# Landau levels and g-factor of the two-band Dirac model of bismuth

The electrons of bismuth sit in three pockets at the L points, where a conduction level and a valence level lie only about 15 meV apart and spin-orbit coupling is strong. I derive the spectrum of one pocket in a magnetic field from a model that keeps these two levels alone. The $4\times4$ form is due to Wolff (1964); the link between $g$ and the cyclotron mass goes back to Cohen and Blount (1960).

## 1. Premises and conventions

SI units, electron charge $-e$ with $e>0$, free mass $m_0$, $\mu_B=e\hbar/2m_0$, field $\mathbf B=B\mathbf h$ with $|\mathbf h|=1$. The energy $E$ is counted from midgap, $\varepsilon=E-\Delta$ from the conduction edge, and $\Delta=E_g/2>0$.

**P1.** Independent electrons in a periodic potential $V$ with spin-orbit coupling. For the cell-periodic part of the Bloch function at crystal momentum $\mathbf p$, counted from L,
$$H(\mathbf p)=H(0)+\mathbf p\cdot\mathbf v+\frac{p^2}{2m_0},\qquad \mathbf v=\frac{-i\hbar\nabla}{m_0}+\frac{\hbar}{4m_0^2c^2}\,\boldsymbol\sigma_{\rm e}\times\nabla V ,$$
with $\boldsymbol\sigma_{\rm e}$ the Pauli matrices of the true spin.

**P2.** The crystal has inversion $I$ and time reversal $\Theta$, and each maps L onto itself up to a reciprocal lattice vector. The levels at $\pm\Delta$ are Kramers doublets of opposite parity.

**P3.** I keep these four states only, and I drop $p^2/2m_0$ and the bare Zeeman term $\mu_B\boldsymbol\sigma_{\rm e}\cdot\mathbf B$. Section 7 gives the size of what is dropped.

**P4.** A uniform field enters the envelope equation through $\mathbf p\to\boldsymbol\pi=-i\hbar\nabla+e\mathbf A$, which needs a magnetic length much longer than the lattice constant.

## 2. The Hamiltonian from symmetry

$\mathbf v$ is odd under $I$, so it has no elements inside a doublet, whose two states share one parity. Only the $2\times2$ block $\mathbf V$ between conduction ($c$) and valence ($v$) states survives.

$\mathbf v$ is also odd under $\Theta$, hence even under $C=I\Theta$, which is antiunitary with $C^2=-1$. I choose $|c_2\rangle=C|c_1\rangle$ and $|v_2\rangle=C|v_1\rangle$, so that $|v_1\rangle=-C|v_2\rangle$. With $\langle Ca|Cb\rangle=\langle a|b\rangle^*$ and $\mathbf vC=C\mathbf v$,
$$\langle c_2|\mathbf v|v_2\rangle=\langle c_1|\mathbf v|v_1\rangle^*,\qquad \langle c_2|\mathbf v|v_1\rangle=-\langle c_1|\mathbf v|v_2\rangle^* .$$
Put $\langle c_1|\mathbf v|v_1\rangle=\mathbf W_0+i\mathbf W_3$ and $\langle c_1|\mathbf v|v_2\rangle=\mathbf W_2+i\mathbf W_1$, with four real vectors. Then
$$\mathbf V=\begin{pmatrix}\mathbf W_0+i\mathbf W_3&\mathbf W_2+i\mathbf W_1\\-\mathbf W_2+i\mathbf W_1&\mathbf W_0-i\mathbf W_3\end{pmatrix}=\mathbf W_0+i\sum_{\mu=1}^3\mathbf W_\mu\sigma_\mu ,$$
where the $\sigma_\mu$ act on the doublet index. They are a pseudospin, not the true spin.

$\mathbf W_0$ can be removed. Four vectors in three dimensions obey a relation $\sum_{\mu=0}^3n_\mu\mathbf W_\mu=0$ with real $n_\mu$ and $\sum n_\mu^2=1$. I change basis in the valence doublet so that $\mathbf V\to\mathbf VU^\dagger$ with the unitary $U=n_0+i\,\mathbf n\cdot\boldsymbol\sigma$. Products of matrices of the form $q_0+i\mathbf q\cdot\boldsymbol\sigma$ with real $q$ keep that form, and the new scalar part is $\tfrac12\mathrm{tr}(\mathbf VU^\dagger)=\sum_\mu n_\mu\mathbf W_\mu=0$. Renaming the three remaining vectors $\mathbf W_\mu$,
$$H=\begin{pmatrix}\Delta&iD\\-iD&-\Delta\end{pmatrix}=\Delta\tau_z-\tau_yD,\qquad D=\sum_{\mu=1}^3K_\mu\sigma_\mu,\qquad K_\mu=\mathbf W_\mu\cdot\boldsymbol\pi,\tag{1}$$
with $\tau$ acting on the band index. This is a Dirac Hamiltonian in which $\Delta$ replaces $m_0c^2$ and the real matrix $W$, with rows $\mathbf W_\mu$, replaces $c$. I assume $\det W\ne0$, which means that all masses are finite.

## 3. Reduction to $D^2$, and the zero-field bands

For a state with upper part $\phi$ and lower part $\chi$, (1) reads $(E-\Delta)\phi=iD\chi$ and $(E+\Delta)\chi=-iD\phi$. For $E>0$ the factor $E+\Delta$ is nonzero, so
$$\chi=-\frac{iD\phi}{E+\Delta},\qquad D^2\phi=(E^2-\Delta^2)\phi.\tag{2}$$
Each eigenstate $\phi$ of $D^2$ thus gives exactly one state of positive energy. For $E<0$ I eliminate $\phi$ instead and get the same equation for $\chi$. The spectrum is symmetric about midgap, and each eigenstate of $D^2$ appears once on each side.

At $B=0$ the $K_\mu$ are numbers, and $\sigma_\mu\sigma_\nu+\sigma_\nu\sigma_\mu=2\delta_{\mu\nu}$ gives $D^2=\sum_\mu K_\mu^2=\mathbf p\cdot W^{\!T}W\mathbf p$. I define the dimensionless tensors
$$\alpha=\frac{m_0}{\Delta}W^{\!T}W,\qquad \mathsf m=\alpha^{-1}.\tag{3}$$
Then $E^2-\Delta^2=\varepsilon(\varepsilon+2\Delta)=\Delta\,\mathbf p\cdot\alpha\,\mathbf p/m_0$, and division by $2\Delta=E_g$ gives
$$\varepsilon\left(1+\frac{\varepsilon}{E_g}\right)=\frac{\mathbf p\cdot\alpha\,\mathbf p}{2m_0}.\tag{4}$$
Surfaces of constant energy are similar ellipsoids, each doubly degenerate. For $\varepsilon\ll E_g$ the band is parabolic, so $m_0\mathsf m$ is the mass tensor at the band edge.

## 4. The field

From $[-i\hbar\partial_i,A_j]=-i\hbar\,\partial_iA_j$,
$$[\pi_i,\pi_j]=-i\hbar e(\partial_iA_j-\partial_jA_i)=-i\hbar e\,\epsilon_{ijk}B_k .$$
Contracting with $W_{\mu i}W_{\nu j}$,
$$[K_\mu,K_\nu]=-i\hbar e\,(\mathbf W_\mu\times\mathbf W_\nu)\cdot\mathbf B=-i\hbar e\,\epsilon_{\mu\nu\lambda}b_\lambda,\qquad \mathbf b=\det W\;(W^{-1})^{T}\mathbf B.\tag{5}$$
The last form holds because $\mathbf W_2\times\mathbf W_3/\det W$ and its cyclic partners are the vectors reciprocal to the rows of $W$, that is, the columns of $W^{-1}$. The $K_\mu$ have the algebra of isotropic kinetic momenta in the field $\mathbf b$.

With $\sigma_\mu\sigma_\nu=\delta_{\mu\nu}+i\epsilon_{\mu\nu\lambda}\sigma_\lambda$ and $\epsilon_{\mu\nu\lambda}\epsilon_{\mu\nu\kappa}=2\delta_{\lambda\kappa}$,
$$D^2=K^2+\frac i2\,\epsilon_{\mu\nu\lambda}[K_\mu,K_\nu]\sigma_\lambda=K^2+\hbar e\,\boldsymbol\sigma\cdot\mathbf b.\tag{6}$$
This is the step that fixes $g$. The orbital term and the pseudospin term both take their scale from the one vector $\mathbf b$.

I rotate the $\mu$ axes by a proper rotation, which keeps the form of (5) and of the Pauli algebra, so that axis 3 lies along $\mathbf b$, and write $b=|\mathbf b|$. Then $[K_1,K_2]=-i\hbar eb$, and $K_\parallel=K_3$ commutes with both. For $a=(K_1-iK_2)/\sqrt{2\hbar eb}$,
$$[a,a^\dagger]=\frac{2i[K_1,K_2]}{2\hbar eb}=1,\qquad a^\dagger a=\frac{K_1^2+K_2^2-i[K_1,K_2]}{2\hbar eb}=\frac{K_1^2+K_2^2}{2\hbar eb}-\frac12 .$$
With $n=0,1,2,\dots$ the eigenvalue of $a^\dagger a$ and $s=\pm1$ that of $\sigma_3$,
$$D^2=2\hbar eb\left(n+\tfrac12+\tfrac s2\right)+K_\parallel^2.\tag{7}$$

It remains to express $b$ and $K_\parallel$ through the masses. From (3), $(\det W)^2=(\Delta/m_0)^3/\det\mathsf m$ and $(W^{\!T}W)^{-1}=(m_0/\Delta)\,\mathsf m$. Hence
$$b^2=(\det W)^2\,\mathbf B\cdot(W^{\!T}W)^{-1}\mathbf B=\frac{\Delta^2B^2}{m_0^2}\,\frac{\mathbf h\cdot\mathsf m\,\mathbf h}{\det\mathsf m},$$
so
$$b=\frac{\Delta B}{m_c},\qquad m_c=m_0\sqrt{\frac{\det\mathsf m}{\mathbf h\cdot\mathsf m\,\mathbf h}},\qquad\omega_c=\frac{eB}{m_c}.\tag{8}$$
That $m_c$ is the band-edge cyclotron mass follows from the orbital part itself. $K^2/2\Delta=\boldsymbol\pi\cdot\alpha\,\boldsymbol\pi/2m_0$ is the Hamiltonian of the parabolic ellipsoid, and its ladder has the spacing $\hbar eb/\Delta=\hbar\omega_c$.

Next, $K_\parallel=\mathbf b\cdot W\boldsymbol\pi/b=\det W\,(\mathbf B\cdot\boldsymbol\pi)/b$. The component $\mathbf h\cdot\boldsymbol\pi$ commutes with every $\pi_j$, so it is a number $p_h$. Inserting $(\det W)^2$ and $b^2$,
$$K_\parallel^2=\frac{\Delta\,p_h^2}{m_0\,\mathbf h\cdot\mathsf m\,\mathbf h}=2\Delta\frac{p_h^2}{2m_\parallel},\qquad m_\parallel=m_0\,\mathbf h\cdot\mathsf m\,\mathbf h .$$

Equations (2), (7) and (8) give the levels:
$$\boxed{E_{n,s}(p_h)=\pm\sqrt{\Delta^2+2\Delta\left[\hbar\omega_c\left(n+\tfrac12+\tfrac s2\right)+\frac{p_h^2}{2m_\parallel}\right]}}\tag{9}$$
The labels $n,s$ belong to the large component, $\phi$ for the upper sign and $\chi$ for the lower. Each level also has the orbit-centre degeneracy $eB/2\pi\hbar$ per unit area normal to $\mathbf h$.

## 5. Zeeman and cyclotron splittings

Only the integer $j=n+(1+s)/2$ enters (9). At the sub-band extrema, $p_h=0$,
$$E_j=\pm\sqrt{\Delta^2+2\Delta\hbar\omega_c\,j}.\tag{10}$$
The level $j=0$ comes from $(0,-)$ alone and stays at $\pm\Delta$ at all fields. Every $j\ge1$ is a doublet, $(j,-)$ and $(j-1,+)$. For the conduction band,
$$E_{n,+}-E_{n,-}=E_{n+1,-}-E_{n,-}=E_{n+1}-E_n .$$
The spin-flip splitting of level $n$ equals the cyclotron step from $(n,-)$, exactly, at any field, any $p_h$ and any $\mathbf h$. The step from $(n,+)$ is $E_{n+2}-E_{n+1}$, which is smaller because the ladder is not uniform. The ratio $M$ of Zeeman to cyclotron splitting, both taken from the same lower state, is 1.

**Band edge.** Expanding (2), $\varepsilon=D^2/2\Delta-D^4/8\Delta^3+\dots$. The first term, with (6), is
$$H_{\rm eff}=\frac{\boldsymbol\pi\cdot\alpha\,\boldsymbol\pi}{2m_0}+\frac{\hbar e}{2\Delta}\boldsymbol\sigma\cdot\mathbf b .$$
I define the tensor $\mathsf g$ by $H_Z=\tfrac12\mu_B\,\boldsymbol\sigma\cdot\mathsf g\,\mathbf B$, a convention in which the free electron has $\mathsf g\approx+2$. Since $\hbar e/\mu_B=2m_0$,
$$\mathsf g=\frac{2m_0}{\Delta}\det W\,(W^{-1})^T,\qquad \mathsf g^T\mathsf g=\frac{4\,\mathsf m}{\det\mathsf m}.$$
The splitting is $\mu_B|\mathsf g\mathbf B|=g(\mathbf h)\mu_BB$, with
$$\boxed{g(\mathbf h)=2\sqrt{\frac{\mathbf h\cdot\mathsf m\,\mathbf h}{\det\mathsf m}}=\frac{2m_0}{m_c(\mathbf h)}}\tag{11}$$
The relation holds for every direction; the value of $g$ is as anisotropic as $1/m_c$. A change of basis in the doublet multiplies $\mathsf g$ from the left by a proper rotation, so single elements have no fixed sign. The invariants are $\mathsf g^T\mathsf g$ and $\det\mathsf g=(2m_0/\Delta)^3(\det W)^2$, which is positive, as for the free electron.

**Away from the edge.** Equation (11) is the low-field limit. If I define $g_n\mu_BB=E_{n,+}-E_{n,-}$ at $p_h=0$, then $E_{n+1}^2-E_n^2=2\Delta\hbar\omega_c$ gives exactly
$$g_n=\frac{2m_0}{m_c}\,\frac{2\Delta}{E_n+E_{n+1}}.\tag{12}$$
The reduction is small only when $E_{n+1}$ is close to $\Delta$, which for $n=0$ means $B\ll B_0=\Delta m_c/2\hbar e$. For large $n$, (12) tends to $2m_0/m_c(E)$ with $m_c(E)=m_cE/\Delta$. This is the semiclassical cyclotron mass $(1/2\pi)\,dA/dE$. The central section of the ellipsoid normal to $\mathbf h$ has, in momentum space, the area $A=\pi m_c(E^2-\Delta^2)/\Delta$, as I verify for the trigonal direction below. By (10) the allowed areas are $A=2\pi\hbar eB\,j$. At fixed Fermi energy the levels therefore cross it at $B_j=F/j$, with $F=A(E_F)/2\pi\hbar e$ and no half-integer offset.

## 6. Numbers: field along the trigonal axis

Axes: $x$ binary, $y$ bisectrix, $z$ trigonal. For the pocket whose twofold axis is $x$,
$$\mathsf m=\begin{pmatrix}m_1&0&0\\0&m_2&m_4\\0&m_4&m_3\end{pmatrix}.$$
As inputs I take typical low-temperature values, $m_1=0.00124$, $m_2=0.257$, $m_3=0.00585$, $m_4=-0.0277$, $E_g=15.3$ meV, and a zero-field Fermi energy $\varepsilon_F=27.6$ meV. Parameters of this kind are obtained by fitting level schemes like (9), so what follows illustrates the model and does not test it. I carry unrounded intermediates.

The other two pockets follow by rotations of $\pm120^\circ$ about $z$, which leave $\det\mathsf m$ and $\mathsf m_{zz}$ unchanged. All three have the same levels.

- $\Delta=7.65$ meV, $m_2m_3-m_4^2=7.36\times10^{-4}$, $\det\mathsf m=9.13\times10^{-7}$.
- $\alpha_{xx}=1/m_1=806$, $\alpha_{yy}=m_3/(m_2m_3-m_4^2)=7.95$, $\alpha_{xy}=0$. The velocity scale along $x$ is $\sqrt{\Delta\alpha_{xx}/m_0}=1.04\times10^6$ m/s.
- For $\mathbf h=\hat z$, (8) gives $(m_0/m_c)^2=m_3/\det\mathsf m=\alpha_{xx}\alpha_{yy}$, so $m_0/m_c=80.1$, $m_c=0.0125\,m_0$, and $m_\parallel=m_3m_0$.
- The section $p_z=0$ is $\alpha_{xx}p_x^2+\alpha_{yy}p_y^2=m_0(E^2-\Delta^2)/\Delta$, with area $\pi m_0(E^2-\Delta^2)/(\Delta\sqrt{\alpha_{xx}\alpha_{yy}})$, as stated above.
- The model's band-edge value is $g=160$.
- With $\hbar e/m_0=0.1158$ meV/T, $\hbar\omega_c=9.27$ meV at 1 T, and $B_0=0.41$ T.

At $B=1$ T, $2\Delta\hbar\omega_c=142$ meV$^2$, and (10) and (12) give:

| $j$ | states $(n,s)$ | $E_j$ (meV) | $E_{j+1}-E_j$ (meV) | $g_{n=j}$ |
|---|---|---|---|---|
| 0 | $(0,-)$ | 7.65 | 6.50 | 112 |
| 1 | $(1,-),(0,+)$ | 14.2 | 4.34 | 75 |
| 2 | $(2,-),(1,+)$ | 18.5 | 3.50 | 60 |
| 3 | $(3,-),(2,+)$ | 22.0 | 3.02 | 52 |
| 4 | $(4,-),(3,+)$ | 25.0 | | |

One tesla is already beyond $B_0$, so even the lowest splitting lies well below $160\,\mu_BB$.

At the Fermi level, $E_F=\Delta+\varepsilon_F=35.25$ meV and $E_F/\Delta=4.61$. The left side of (4) is $X=77.4$ meV, and $F=Xm_c/\hbar e=8.35$ T. With $E_F$ held fixed, $j=0,\dots,8$ are occupied at 1 T, which is 17 sub-bands per pocket. There $m_c(E_F)=0.0576\,m_0$, the level spacing is about 2.0 meV, and the model's local $g$ is 35.

## 7. Range of validity

**Free-electron kinetic term.** I treat $\pi^2/2m_0$ to first order at $p_h=0$, for $\mathbf h=\hat z$. Since $\alpha_{xy}=0$, I can take $K_1\propto\pi_x$ and $K_2\propto\pi_y$. In the state $|n\rangle$ each of $\alpha_{xx}\pi_x^2/2m_0$ and $\alpha_{yy}\pi_y^2/2m_0$ averages to $\tfrac12\hbar\omega_c(n+\tfrac12)$, so
$$\Big\langle\frac{\pi^2}{2m_0}\Big\rangle=\eta\,\hbar\omega_c\left(n+\tfrac12\right),\qquad\eta=\frac12\left(\frac1{\alpha_{xx}}+\frac1{\alpha_{yy}}\right)=0.064 .$$
By (2) the ratio of lower to upper weight is $(E-\Delta)/(E+\Delta)$, so the lower component has weight $w=(E-\Delta)/2E$. At $p_h=0$, $D$ connects $|j,-\rangle$ with $|j-1,+\rangle$ only. The two states of a doublet then have $\langle n\rangle=j-w$ and $j-1+w$. The perturbation does not mix them, because their components differ in band index or in $s$. The doublet splits by $\eta\hbar\omega_c(1-2w)=\eta\hbar\omega_c\Delta/E$. For large $j$ the level spacing is $\hbar\omega_c\Delta/E$, so this term alone lowers $M$ by roughly $\eta$, some 6 per cent, as it does at the band edge. The centre of the doublet rises by $\eta\hbar\omega_cj$, which at the Fermi level is $\eta X=4.9$ meV, or 18 per cent of $\varepsilon_F$. The $j=0$ level moves by $\eta\hbar\omega_c/2$, which is 0.29 meV per tesla; extrapolated linearly, this reaches $\Delta$ near 26 T. The cause is the small $\alpha_{yy}$: a trigonal field drives the orbit nearly along the heavy axis of the pocket.

**Bare spin.** The operator $\mu_B\boldsymbol\sigma_{\rm e}\cdot\mathbf B$ has norm $\mu_BB$, so it changes a splitting by at most $2\mu_BB$. Relative to the level spacing this is $m_c(E)/m_0$, 1.2 per cent at the edge and 5.8 per cent at $E_F$.

**Remote bands.** By (3) the partner doublet contributes $2m_0W^2/E_g$ to $\alpha$. In second order a level at distance $\delta$ with velocity element $v$ contributes about $2m_0v^2/\delta$. If $v$ were as large as the velocity along $x$, and for an illustrative $\delta=1$ eV, this is $\alpha_{xx}E_g/\delta=12$. That is 1.5 per cent of $\alpha_{xx}$ but larger than $\alpha_{yy}$. The estimate is crude and has no definite sign, and such terms may add to or cancel the free-electron term. They enter the mass and $\mathsf g$ through different combinations of matrix elements, so nothing ties them to $M=1$. The model is best founded when the orbit lies in the plane of the two light masses. For the trigonal field I trust $M=1$ to no better than several per cent, and the third figures above describe the model only.

**Fermi level.** In the semimetal, electron and hole densities must stay equal, so $E_F$ moves with $B$ once few levels are occupied. $B_j=F/j$ holds for large $j$ only. Equation (9) itself does not depend on $E_F$.

**Other conditions.** Inversion symmetry is needed for Section 2, so surface states are outside the model. Electron interaction, disorder and the temperature dependence of the parameters are ignored; resolved levels need broadening and $k_BT$ below the spacing.

**Holes.** The result concerns the L electrons. The hole pocket at T has no partner doublet much closer than all others, so P3 fails there. As typical knowledge and not as a measurement: for a trigonal field the hole ratio $M$ is about 2, so a two-band value of 1 would be low by about a factor of two.

Within these limits the model gives, for the L electrons in a trigonal field, $g\approx160$ at the band edge for $B\ll0.41$ T, falling to about 35 at the zero-field Fermi energy, with each spin-flip splitting equal to the cyclotron step from the same state.